# Bi2Te3: layered in structure, three-dimensional in its bands

The decision is whether the bands of bulk Bi2Te3 may be taken from a single layer, or from a calculation that samples wavevectors along the layers only. That would save much work, and the crystal seems to invite it: it is a stack of sheets, each five atomic planes thick, held together weakly. The levels below say no. At one and the same wavevector along the sheets, the gap runs from 0.9 to 2.8 eV, depending on how the electron wave continues from one sheet to the next.

Bulk Bi2Te3 (R-3m, five-atom cell) computed with ABINIT 10.8.3: plane-wave DFT with the PBEsol functional and JTH PAW PBE v2.0 datasets, without spin polarisation or spin-orbit coupling. The k mesh is 4×4×4, the plane-wave cutoff 408.171 eV and the Fermi-Dirac smearing 0.05 eV. Energies are counted from the highest filled level on the mesh.

```csv
point a (reciprocal cell vector),point b (reciprocal cell vector),point c (reciprocal cell vector),level point (row),level under 1 (eV),level over 1 (eV)
0.0000,0.0000,0.0000,1,0.000,0.236
0.2500,0.0000,0.0000,2,-0.622,0.987
0.2500,0.2500,0.0000,3,-1.268,1.534
0.5000,0.2500,0.0000,4,-0.904,1.292
-0.2500,0.2500,0.0000,5,-0.471,1.121
0.5000,0.5000,0.0000,6,-0.952,0.798
0.5000,0.2500,0.2500,7,-0.281,0.627
```

Each row is one wavevector, numbered under "level point". "Level under 1" is the highest filled level there and "level over 1" the lowest empty one; their difference is called the gap at that point. It is smallest at the zone centre (point 1) and largest at point 3, where it is 1.534 + 1.268 = 2.802 eV. Three explanations of this spread deserve a hearing.

## First explanation: distance from the centre

In many semiconductors the filled levels peak and the empty levels dip at the zone centre, so the gap widens as the wavevector moves away from it. The zone centre does have the smallest gap here, so the idea looks good at first. Among the other six points, however, the correlation between gap and distance from the centre is zero to two decimals.

Points 2 and 3 show it most plainly. They lie 0.416 and 0.426 Å⁻¹ from the centre, practically the same distance, yet their gaps differ by 1.19 eV. This picture may still describe the bands close to the centre, where the table lists no other points. It does not order the levels farther out.

## Second explanation: independent sheets

This is the tempting one, because it follows from the picture of a crystal that cleaves with adhesive tape. It can be tested strictly, since the three coordinates of a wavevector (a, b, c in the table) give the phase by which the wave changes from cell to cell. A step to a neighbouring cell of the same sheet goes forward along one axis of the crystal cell and back along another. If the same number is added to a, b and c, the two changes cancel, and the wave within the sheet stays as it was. A step to the next sheet has no such cancellation, so only the phase between sheets changes.

Three of the points are related in just this way. By the symmetry of the crystal, point 3 is equivalent to (0, −¼, −¼). Adding ¼ to each coordinate gives (¼, 0, 0), which is point 2, and adding ¼ again gives (½, ¼, ¼), which is point 7. Points 5 and 4 are linked by one such step.

In a single sheet, or in a stack pulled far apart, points 2, 3 and 7 would therefore have identical levels. In the bulk crystal their gaps are 1.609, 2.802 and 0.908 eV. The span of 1.9 eV is about three quarters of the whole range in the table, so the sheets are far from independent.

## Third explanation: waves that overlap between sheets

If the states of neighbouring sheets overlap, the energy depends on how they meet. Where the two waves have the same sign in the space between the sheets, the overlap is bonding and the level sinks; where the signs are opposite, it is antibonding and the level rises. Changing the phase from sheet to sheet leads from one case towards the other. The likely carriers of this overlap are the large outer p orbitals of tellurium, which face each other across the space between sheets; the table itself does not show which orbitals make up each level.

Both band edges take part. From point 3 through point 2 to point 7, the highest filled level rises by 0.99 eV and the lowest empty level falls by 0.91 eV. The middle of the gap moves by only 0.05 eV. A phase that raises the top of the filled levels thus lowers the bottom of the empty ones. The top level need not be the same state at all three points: in the full list of levels, three filled ones lie within about 0.1 eV of one another at point 3, so their order may change with the phase.

Such opposite motion can arise because equal phase does not mean equal sign where the waves meet. A p orbital pointing across the sheets has a positive lobe at one end and a negative lobe at the other. Repeated with equal phase, it brings opposite signs together; a state with the same sign on both faces of the sheet does the reverse. Overlap can also mix the filled states of one sheet with the empty states of the next and push the two apart, more at some phases than at others. The table cannot separate these two effects.

## A simple rule and one worked estimate

The simplest description gives each wavevector along the sheets its own average gap and adds a cosine term for the coupling to the next sheet:

gap = G + S · F

G depends only on the wavevector along the sheets, S is the strength of the coupling, and F is the average of three cosines, one for each of three equivalent cells in the next sheet. Two choices of cells were compared. The three nearest cells have the phases 2πa, 2πb and 2πc. The next three, shifted farther sideways, have 2π(a + b − c), 2π(a − b + c) and 2π(−a + b + c).

For the farther cells, F is +⅓ at point 3, 0 at point 2 and −⅓ at point 7. Points 3 and 7 fix the two constants: S = (2.802 − 0.908)/(⅔) = 2.84 eV, and G is the mean of the two gaps. Point 2, which was not used, should then lie halfway between them, at (2.802 + 0.908)/2 = 1.86 eV. The calculation has 1.61 eV there.

The other pair is a harder test, because S is carried over to a different wavevector along the sheets. Point 4 has F = 0 and sets the new G; point 5 has F = −⅓. The rule predicts 2.196 − 2.84/3 = 1.25 eV for point 5, against 1.59 eV in the table. The direction is right, but the fall from point 4 is overestimated by more than half of its actual size.

The error sits mainly in the empty level. The rule gives the filled level a rise of 0.49 eV from point 4 to point 5, close to the actual 0.43 eV. For the empty level it gives a fall of 0.45 eV, where the actual one is 0.17 eV. For this one step, the strength taken from points 3 and 7 suits the filled edge but not the empty one. A single comparison cannot show whether that holds more widely.

The nearest cells do much worse. With their constants set in the same way, they predict 3.7 eV for point 2 and 3.1 eV for point 5, about twice the actual gaps. At these two points the farther cells do better, but they were chosen with the gaps in view.

The rule also has a clear limit. At points 1 and 6 the farther cells give F = 1. Adding ½ to each coordinate turns F into −1, so with the same S the gap would have to fall by twice 2.84 eV, or 5.7 eV. The gaps at these points are only 0.236 and 1.75 eV, and a gap between the highest filled and the lowest empty level cannot be negative. Either S changes with the wavevector along the sheets, or a single cosine is too simple. The rule illustrates how coupling between sheets can order the levels; it does not show which cells carry the coupling.

## What to do about it

Sample the direction across the sheets as carefully as the directions along them, and refine the mesh there until the quantity of interest settles. In the cell used here, which holds one sheet, none of the three axes points straight across the sheets, so raise all three mesh numbers together. A single plane of wavevectors parallel to the sheets would see only one phase between them. At the wavevector of points 2, 3 and 7 it might catch a gap of 0.9 eV or one of 2.8 eV. Optical absorption, which collects transitions from the whole zone, would suffer directly.

A single-sheet calculation is right for a single sheet. It should not be used as a cheap stand-in for the bulk, however easily the crystal cleaves. Weak binding between layers is a statement about the total energy, in which the rise of some filled levels and the fall of others largely cancel. Individual levels can still shift by an electronvolt. The same caution applies to other layered crystals whose facing atoms have large outer p orbitals; the test is to change only the phase between layers and watch the levels.

Two uses of the table need care. The gap of 0.236 eV at the centre should not go into a device model, because the calculation leaves out spin-orbit coupling. In Bi2Te3 that coupling exchanges the character of the edge states at the centre and moves the band edges away from it. It would shift the levels at the other points too, so all sizes quoted here hold for the calculation without it. PBEsol also has an error of its own: it usually makes gaps too small. Nor do these levels settle how well current flows across the sheets: carriers at room temperature stay within roughly 0.1 eV of the band edges, and points 2 to 7 lie well outside that range. For transport, use a fine mesh around the true band edges, with spin-orbit coupling switched on.
